# Margin comments on Wigner–Weisskopf decay and the level shift

**1. The premises, in full.** The treatment of Weisskopf and Wigner (1930) rests on five assumptions.

(a) The emitter has two states, the filled valence band $|g\rangle$ and one bright exciton $|X\rangle$ at energy $\hbar\omega_0$, joined by the dipole $\mathbf d=\langle X|\hat{\mathbf d}|g\rangle$.
(b) The host is infinite, isotropic, non-magnetic and transparent, with real index $n(\omega)$.
(c) The emitter is small against the wavelength in the host, so the coupling is $-\hat{\mathbf d}\cdot\hat{\mathbf E}$ at the origin, with $\hat{\mathbf E}$ the macroscopic field.
(d) Counter-rotating terms are dropped.
(e) At $t=0$ the field is empty and the emitter is in $|X\rangle$.

With $\sigma_+=|X\rangle\langle g|$, photon operators $b_k$, and $k$ standing for wave vector and polarisation,

$$H/\hbar=\omega_0\sigma_+\sigma_-+\sum_k\omega_k b_k^\dagger b_k+\sum_k\left(g_k\sigma_+b_k+g_k^*\sigma_-b_k^\dagger\right).$$

All frequencies are angular, units are SI, and the zero of energy is $|g,0\rangle$. The decaying amplitude is called $a$, so that $c$ stays the speed of light.

**2. The memory equation is exact.** $H$ commutes with $\sigma_+\sigma_-+\sum_k b_k^\dagger b_k$, so the state stays in the one-excitation sector,

$$|\psi\rangle=a\,e^{-i\omega_0t}|X,0\rangle+\sum_k\beta_k\,e^{-i\omega_kt}|g,1_k\rangle .$$

The Schrödinger equation gives $\dot a=-i\sum_k g_ke^{i(\omega_0-\omega_k)t}\beta_k$ and $\dot\beta_k=-ig_k^*e^{-i(\omega_0-\omega_k)t}a$. Integrate the second from $\beta_k(0)=0$ and insert it in the first; the two factors $-i$ give the minus sign:

$$\dot a(t)=-\int_0^t f(t-s)\,a(s)\,ds,\qquad f(t)=\int_0^\infty G(\omega)\,e^{i(\omega_0-\omega)t}d\omega,$$

with $G(\omega)=\sum_k|g_k|^2\delta(\omega-\omega_k)$, which has the unit s$^{-1}$. No expansion in the coupling has been made. The limit of infinite volume must be taken before the limit of long time: a finite set of modes makes $a(t)$ quasi-periodic, and only a smooth $G$ lets $f$ die away.

**3. The same equation is the reduced dynamics.** Under (d) the state $|g,0\rangle$ is stationary. An initial state $(c_g|g\rangle+c_X|X\rangle)|0\rangle$ therefore gives, after the trace over the field and in the interaction picture, $\rho_{XX}=|c_X|^2|a|^2$ and $\rho_{Xg}=c_Xc_g^*\,a$. Define real functions by $\dot a/a=-\gamma(t)/2-i\delta(t)$. Then $\dot\rho_{XX}=-\gamma\rho_{XX}$ and $\dot\rho_{Xg}=-(\gamma/2+i\delta)\rho_{Xg}$, which are the matrix elements of

$$\dot\rho=-i\delta(t)[\sigma_+\sigma_-,\rho]+\gamma(t)\left(\sigma_-\rho\sigma_+-\tfrac12\{\sigma_+\sigma_-,\rho\}\right).$$

This time-local equation is exact wherever $a\neq0$. The Wigner–Weisskopf result is the statement that $\gamma$ and $\delta$ settle to constants.

**4. Where the refractive index enters.** A real wave of amplitude $E_0$ in a transparent dispersive medium carries the mean energy density $\tfrac14\varepsilon_0[d(\omega n^2)/d\omega]E_0^2+B_0^2/4\mu_0$ with $B_0=nE_0/c$. Since $d(\omega n^2)/d\omega+n^2=2n\,n_g$, where $n_g=n+\omega\,dn/d\omega$ is the group index, this is $\tfrac12\varepsilon_0nn_gE_0^2$. A mode with field operator $\mathcal E(b+b^\dagger)$ at the origin has $E_0=2\mathcal E|\xi|$ in a coherent state $\xi$. Setting the energy in the volume $V$ equal to $\hbar\omega|\xi|^2$ gives $\mathcal E^2=\hbar\omega/(2\varepsilon_0nn_gV)$, and $|g_k|^2=\mathcal E^2|\mathbf d\cdot\mathbf e_k|^2/\hbar^2$.

The mode count is $V k^2dk\,d\Omega/(2\pi)^3$ with $k=n\omega/c$ and $dk=n_g\,d\omega/c$. The polarisation sum gives the projector $\delta_{ij}-\hat k_i\hat k_j$, whose integral over directions is $(8\pi/3)\delta_{ij}$. Hence

$$G(\omega)=\frac{1}{8\pi^3}\cdot\frac{n^2n_g\omega^2}{c^3}\cdot\frac{\omega}{2\varepsilon_0\hbar\,nn_g}\cdot\frac{8\pi}{3}|\mathbf d|^2=\frac{n(\omega)\,\omega^3|\mathbf d|^2}{6\pi^2\varepsilon_0\hbar c^3}.$$

The density of modes grows as $n^3$, but the squared field per photon falls as $n^{-2}$, so one power of $n$ is left. The group index cancels, and the surviving factor is the phase index at the emission frequency. The factor $\delta_{ij}$ also shows that two exciton states with orthogonal dipoles are not coupled through the field, so each bright state decays by itself.

**5. The resolvent.** The memory term is a convolution, so the Laplace transform gives $\tilde a(s)=1/[s+\tilde f(s)]$ with $\tilde f(s)=\int G\,d\omega/[s+i(\omega-\omega_0)]$. Put $s=-i(z-\omega_0)$. Then $s+i(\omega-\omega_0)=-i(z-\omega)$, so

$$\tilde f=i\Sigma(z),\qquad \Sigma(z)=\int_0^\infty\frac{G(\omega)\,d\omega}{z-\omega},\qquad \tilde a=iR(z),\qquad R(z)=\frac1{z-\omega_0-\Sigma(z)}.$$

This is the Feshbach projection formula with $P=|X,0\rangle\langle X,0|$ and $Q=1-P$: the self-energy $PHQ(z-QHQ)^{-1}QHP$ (with $H$ in frequency units) is second order in $g_k$ and yet exact, because $QHQ$ is already diagonal in this sector. Just above the real axis $1/(x+i0)=\mathrm P(1/x)-i\pi\delta(x)$ gives

$$\Sigma(\omega\pm i0)=\Delta(\omega)\mp i\pi G(\omega),\qquad\Delta(\omega)=\mathrm P\!\int_0^\infty\frac{G(\omega')\,d\omega'}{\omega-\omega'} .$$

$R$ has no pole off the real axis, because $\mathrm{Im}(z-\Sigma)=\mathrm{Im}\,z\,[1+\int G\,d\omega/|z-\omega|^2]$ cannot vanish there. On the negative real axis $z-\omega_0-\Sigma(z)$ rises monotonically from $-\infty$, so it has a zero, a bound state that never decays, only if its value at $z=0$ is positive, that is if $\int G\,d\omega/\omega>\omega_0$. Weak coupling excludes this. The inversion integral $A(t)=a\,e^{-i\omega_0t}=(i/2\pi)\int R(z)e^{-izt}dz$, run from left to right above the axis, can then be closed below and wrapped round the cut:

$$A(t)=\int_0^\infty\rho(\omega)e^{-i\omega t}d\omega,\qquad\rho=\frac{i}{2\pi}\left[R(\omega+i0)-R(\omega-i0)\right]=\frac{G(\omega)}{[\omega-\omega_0-\Delta(\omega)]^2+\pi^2G(\omega)^2}.$$

This is still exact, and $A(0)=1$ means $\int\rho\,d\omega=1$.

**6. The pole lies on the second sheet.** Continue both terms of $\rho$ into the lower half-plane. $R(\omega-i0)$ continues as $R$ itself, which has no pole. $R(\omega+i0)$ continues through the cut with $\Sigma_{\rm II}(z)=\Sigma(z)-2\pi iG(z)$, since this matches $\Delta-i\pi G$ on the axis; $G$ must be analytic in the region used. Swing the path from the positive real axis to the negative imaginary axis. A zero $z_p=\omega_0+\Sigma_{\rm II}(z_p)$ is encircled clockwise and contributes $(-2\pi i)(i/2\pi)Ze^{-iz_pt}$:

$$A(t)=Z\,e^{-iz_pt}+\int_0^{-i\infty}\rho(z)e^{-izt}dz,\qquad Z=\frac1{1-\Sigma_{\rm II}'(z_p)} .$$

Singularities of $G(z)$ itself, at a distance $1/\tau_c$ below the axis, add terms that die within $\tau_c$. The pole approximation keeps the first term, solves for $z_p$ to lowest order and sets $Z=1$:

$$z_p\simeq\omega_0+\Delta-\frac{i\Gamma}2,\qquad a(t)=e^{-\Gamma t/2-i\Delta t},\qquad|a|^2=e^{-\Gamma t},$$

$$\Gamma=2\pi G(\omega_0)=\frac{n\,\omega_0^3|\mathbf d|^2}{3\pi\varepsilon_0\hbar c^3},\qquad\Delta=\mathrm P\!\int_0^\infty\frac{G(\omega)\,d\omega}{\omega_0-\omega}.$$

The vacuum rate is the case $n=1$. The sign of $\Delta$ is level repulsion: modes above $\omega_0$ push the exciton down, modes below push it up.

**7. What the Markov step hides.** The short route replaces $a(s)$ by $a(t)$ and extends the integral, $\int_0^\infty f\,d\tau=i\Sigma(\omega_0+i0)=\Gamma/2+i\Delta$, with the same result. To improve it one would insert the exponential itself, which asks for $\int_0^\infty f(\tau)e^{\Gamma\tau/2}d\tau$. This diverges, because the band edge at $\omega=0$ leaves $f$ a power-law tail. The continuation in comment 6 is what gives the step a meaning. One more iteration, $z_p=\omega_0+\Sigma_0(1+\Sigma_0')$ with $\Sigma_0=\Delta-i\Gamma/2$ and $\Sigma_0'=\Delta'-i\pi G'$ at $\omega_0$, yields the corrections

$$\Gamma_p=-2\,\mathrm{Im}\,z_p=\Gamma(1+\Delta')+2\pi G'\Delta,\qquad Z\simeq1+\Delta'-i\pi G' .$$

The term in $G'\Delta$ says that $G$ is to be read at the shifted frequency. The small parameter is $|\Sigma_0'|$, of order $\Gamma\tau_c$, where $1/\tau_c$ is the frequency range over which $G$ changes appreciably.

A solvable case shows the size. For $G=(\Gamma/2\pi)\kappa^2/[(\omega-\omega_0)^2+\kappa^2]$, extended over the whole axis, $\tilde f=(\Gamma\kappa/2)/(s+\kappa)$ and $\tilde a=(s+\kappa)/(s^2+\kappa s+\Gamma\kappa/2)$. With $D=\sqrt{\kappa^2-2\Gamma\kappa}$ the poles are $s_\pm=(-\kappa\pm D)/2$ and the residue at the slow one is $Z=(\kappa+D)/2D$. For $\Gamma\ll\kappa$,

$$s_+\simeq-\frac\Gamma2\left(1+\frac\Gamma{2\kappa}\right),\qquad Z\simeq1+\frac\Gamma{2\kappa}.$$

$Z$ exceeds one, so it is no probability; it records that the decay starts late. For $\kappa<2\Gamma$ the poles become complex and $a$ oscillates, which is the strong-coupling regime of a cavity.

**8. Short and long times.** At the start $\dot a\simeq-f(0)t$, so $|a|^2\simeq1-t^2\int G\,d\omega$, with zero slope. The exponential takes over for $t\gg\tau_c$. At late times the path integral in comment 6 is fed by small $z$. Write $G=(\Gamma/2\pi)(\omega/\omega_0)^p$ near the edge; there $\rho\simeq G/\omega_0^2$ up to the relative correction $2\int G\,d\omega/(\omega\omega_0)$. With $z=-iy$, $\int_0^{-i\infty}z^pe^{-izt}dz=p!/(it)^{p+1}$, so

$$|A_{\rm tail}|=\frac{\Gamma}{2\pi\omega_0}\,\frac{p!}{(\omega_0t)^{p+1}} .$$

With $\epsilon=\Gamma/\omega_0$ and $x=\Gamma t$ the tail overtakes the pole where $e^{-x/2}=(\epsilon/2\pi)\,p!\,(\epsilon/x)^{p+1}$.

**9. The line shape.** Integrating $\dot\beta_k$ to infinity is a Laplace transform at $s=-i(\omega_k-\omega_0)$, that is at $z=\omega_k+i0$: $\beta_k(\infty)=-ig_k^*\,iR(\omega_k+i0)$. The distribution of emitted frequencies is therefore

$$S(\omega)=\sum_k|\beta_k(\infty)|^2\delta(\omega-\omega_k)=G(\omega)|R(\omega+i0)|^2=\rho(\omega),$$

exactly. Freezing $G$ and $\Delta$ at $\omega_0$ gives

$$S(\omega)\simeq\frac{\Gamma/2\pi}{(\omega-\omega_0-\Delta)^2+(\Gamma/2)^2},$$

which falls to half its peak at $\pm\Gamma/2$: the full width at half maximum is $\Gamma$ in angular frequency, $\hbar\Gamma$ in energy and $\Gamma/2\pi$ in hertz. The Lorentzian describes the core alone. The exact moments follow from $A(t)=\langle X,0|e^{-iHt/\hbar}|X,0\rangle$: the mean frequency is $\omega_0$ and the variance is $\int G\,d\omega$. The mean is not the peak position. The wings $\rho\simeq G/(\omega-\omega_0)^2$ contribute $\mathrm P\!\int G\,d\omega/(\omega-\omega_0)=-\Delta$ to the first moment about the peak, which restores energy conservation.

**10. The shift is not yet a Lamb shift.** Three gaps open here. First, the integral for $\Delta$ diverges for $G\propto\omega^3$ and needs a cutoff $\Lambda=u\omega_0$. Second, the shape of $G$ away from $\omega_0$ depends on the form of the coupling. With $\mathbf p\cdot\mathbf A$ coupling the amplitude of $\mathbf A$ is $\mathcal E/\omega$ and $|\langle X|\mathbf p|g\rangle|=m_0\omega_0|\mathbf d|/e$, so $|g_k|^2$ is multiplied by $(\omega_0/\omega)^2$. The exponent is $p=3$ for $\mathbf d\cdot\mathbf E$ and $p=1$ for $\mathbf p\cdot\mathbf A$. The two agree at $\omega_0$, so $\Gamma$ is unaffected. Third, the counter-rotating terms couple $|g,0\rangle$ to $|X,1_k\rangle$ and lower the ground state by $\int G\,d\omega/(\omega_0+\omega)$ in second order, which is as large as the off-resonant part of $\Delta$. The transition frequency then moves by $\Delta_{\rm tr}=\mathrm P\!\int G\,[1/(\omega_0-\omega)+1/(\omega_0+\omega)]\,d\omega$.

For constant $n$, a sharp cutoff and $y=\omega/\omega_0$, use $y^3/(1-y)=-(y^2+y+1)+1/(1-y)$, $y/(1-y)=-1+1/(1-y)$ and $1/(1-y)+1/(1+y)=2/(1-y^2)$:

| coupling | $2\pi\Delta/\Gamma$ | $2\pi\Delta_{\rm tr}/\Gamma$ |
|---|---|---|
| $p=3$ | $-[u^3/3+u^2/2+u+\ln(u-1)]$ | $-[u^2+\ln(u^2-1)]$ |
| $p=1$ | $-[u+\ln(u-1)]$ | $-\ln(u^2-1)$ |

The powers of $u$ differ from entry to entry. A shift independent of the form of coupling needs all intermediate levels and the quadratic terms ($A^2$, or the squared polarisation), which a two-level model lacks. Two statements survive. The shift in a homogeneous host is already contained in any optically determined $\omega_0$. A change $\delta G$ confined to a band near $\omega_0$, as from a mirror or cavity, changes the line position by the convergent integral $\mathrm P\!\int\delta G\,d\omega/(\omega_0-\omega)$, which is meaningful.

**11. The dipole of a dot exciton.** In strong confinement the electron and hole states are envelopes $F_e$, $F_h$ times Bloch functions. The momentum operator acting on the envelope leaves the overlap of two orthogonal Bloch functions, which vanishes to leading order, so $\langle X|\mathbf p|g\rangle=\mathbf p_{cv}I$ with $I=\int F_e^*F_h\,d^3r$. Let $S$ and $p$-like $X_1,X_2,X_3$ be the band-edge orbitals and $E_P=2|\langle S|p_1|X_1\rangle|^2/m_0$ the Kane energy. The heavy-hole orbital $(X_1\pm iX_2)/\sqrt2$ gives $|\mathbf p_{cv}|^2=m_0E_P/2$, half from each in-plane component; the linearly polarised combinations of the two bright states have the same magnitude. Then

$$|\mathbf d|^2=\frac{e^2E_P|I|^2}{2m_0\omega_0^2},\qquad\Gamma=\frac23\,\alpha\,n\,\omega_0\,\frac{E_P}{m_0c^2}\,|I|^2,$$

with $\alpha=e^2/4\pi\varepsilon_0\hbar c$. At fixed $E_P$ the rate is linear in $\omega_0$. $E_P$ can be estimated from the electron mass. Second-order $\mathbf k\cdot\mathbf p$ theory couples $S$ to the orbital along $\mathbf k$, which has weight $2/3$ in the $j=3/2$ states at distance $E_g$ and $1/3$ in the split-off band at $E_g+\Delta_{\rm so}$. With remote bands neglected,

$$\frac{m_0}{m^*}=1+\frac{E_P}3\left(\frac2{E_g}+\frac1{E_g+\Delta_{\rm so}}\right).$$

**12. Range of validity.** The exponential law holds for $\tau_c\ll t\ll t_{\rm tail}$ when $|\Sigma_0'|\ll1$ and no bound state exists. It fails near a photonic band edge, where $G'$ is large, and in a cavity with $\kappa\lesssim\Gamma$. The closed form of $\Gamma$ needs in addition $\omega_0$ inside the transparent window, a dot size $r$ with $n\omega_0r/c\ll1$, interfaces farther away than a wavelength in the host, and a field inside the dot equal to the host field. For a small sphere of permittivity $\varepsilon_d$ in a host $\varepsilon_h$, electrostatics gives the inner field the factor $L=3\varepsilon_h/(2\varepsilon_h+\varepsilon_d)$ and the rate the factor $L^2$; for a thin disc with in-plane dipole the tangential field is continuous and $L=1$. Premise (e) needs $k_BT\ll\hbar\omega_0$. Premise (a) is the weakest for a dot: non-radiative decay adds to $\Gamma$, and spin flips to dark excitons make the decay bi-exponential. The width $\Gamma$ is the most fragile result. If phonons or charge noise add a Markovian dephasing rate $\gamma^*$, the coherence decays at $\Gamma/2+\gamma^*$ and the full width is $\Gamma+2\gamma^*$, while the population still decays at $\Gamma$. The width $\Gamma$ is thus a lower bound, approached only at a few kelvin.

**13. Numbers: InAs dot in GaAs.** The host index is an assumed input, $n=3.5$, a typical phase index of GaAs near 950 nm; the rate, the lifetime and the width all scale with it. Further assumed inputs, typical of self-assembled dots, are $\hbar\omega_0=1.30$ eV, $r=5$ nm and $|I|^2=0.8$. This corresponds to $\omega_0=1.975\times10^{15}$ s$^{-1}$, a vacuum wavelength of 954 nm and 272 nm in the host. The compiled high-frequency dielectric constant of GaAs, 10.88 (Skelton 2020, 300 K), gives the index 3.30; the larger typical value 3.5 reflects dispersion close to the gap, and comment 4 shows that this phase index is the one required.

The compiled 0 K values for InAs (Vurgaftman 2001), $m^*=0.026\,m_0$, $E_g=0.417$ eV and $\Delta_{\rm so}=0.39$ eV, give $m_0/m^*-1=37.46$ and a bracket over three of 2.012 eV$^{-1}$, so $E_P=18.6$ eV. Then:

| quantity | model value |
|---|---|
| $\lvert\mathbf d\rvert/e$ | 0.58 nm |
| $\Gamma$ | 0.98 ns$^{-1}$ |
| lifetime $1/\Gamma$ | 1.0 ns |
| width $\hbar\Gamma$ | 0.64 μeV |
| width $\Gamma/2\pi$ | 0.16 GHz |
| $\epsilon=\Gamma/\omega_0$ | $5.0\times10^{-7}$ |

The same dipole in vacuum would live 3.6 ns, so omission of $n$ is not a small matter.

*The pole approximation.* The nearest structure in $G$ is the absorption edge of the host, 1.519 eV at 0 K (Vurgaftman 2001), 0.219 eV above the line. This gives $\tau_c=3.0$ fs and $\Gamma\tau_c=3\times10^{-6}$. The dot size would cut off the dipole coupling near $\hbar c/nr=11$ eV, which suggests $u=10$, or 13 eV, as an illustrative cutoff. The host absorbs over most of that range, so the entries below show only magnitudes and ambiguity:

| coupling | $\Delta/\Gamma$ | $\hbar\Delta$ (μeV) | $\Delta_{\rm tr}/\Gamma$ | $\hbar\Delta_{\rm tr}$ (μeV) |
|---|---|---|---|---|
| $p=3$ | $-63$ | $-41$ | $-17$ | $-11$ |
| $p=1$ | $-1.9$ | $-1.3$ | $-0.73$ | $-0.47$ |

The counter-rotating term changes the shift by more than half in both rows, so the model fixes no value for it. Even the largest entry leaves the rate intact. For $p=3$, $2\pi G'\Delta/\Gamma=3\Delta/\omega_0=-9\times10^{-5}$. Differentiating $\Delta(\omega)\propto-[\Lambda^3/3+\Lambda^2\omega/2+\Lambda\omega^2+\omega^3\ln(\Lambda/\omega-1)]$ gives $\Delta'=-(\epsilon/2\pi)[u^2/2+2u+3\ln(u-1)-u/(u-1)]=-6\times10^{-6}$. The bound-state ratio $\int G\,d\omega/(\omega\omega_0)=\epsilon u^3/6\pi$ is $2.6\times10^{-5}$. The power-law tail overtakes the exponential at $\Gamma t=187$ for $p=3$ and 110 for $p=1$; a different low-frequency index moves these only logarithmically. The thermal photon number at $\omega_0$ is $1.4\times10^{-22}$ even at 300 K.

*The prefactor.* The uncertainty sits in the inputs, not in the pole approximation. The size parameter is $n\omega_0r/c=0.12$, so corrections to the point dipole are of order its square, 0.013. With the compiled high-frequency constants 12.25 for InAs and 10.88 for GaAs (Skelton 2020) a spherical dot has $L=0.96$ and $L^2=0.92$; a flat dot lies closer to one. An intermixed dot has a larger $E_P$: the compiled GaAs values (Vurgaftman 2001), $0.067\,m_0$, 1.519 eV and 0.341 eV, give 22.5 eV from the same formula, 21 per cent more, and a lifetime of 0.84 ns. Remote conduction bands enter the mass with the opposite sign, so their neglect lowers the deduced $E_P$, typically by 10 to 30 per cent. Bulk parameters also ignore strain. Radiative lifetimes of such dots are typically near 1 ns; the overlap 0.8 was chosen so that the model has this typical behaviour, and the coincidence is no test. The model's result is a lifetime of 1.0 ns and a lifetime-limited width of 0.64 μeV, uncertain by some tens of per cent through $E_P|I|^2$, with an exponential law that holds from a few femtoseconds to about a hundred lifetimes.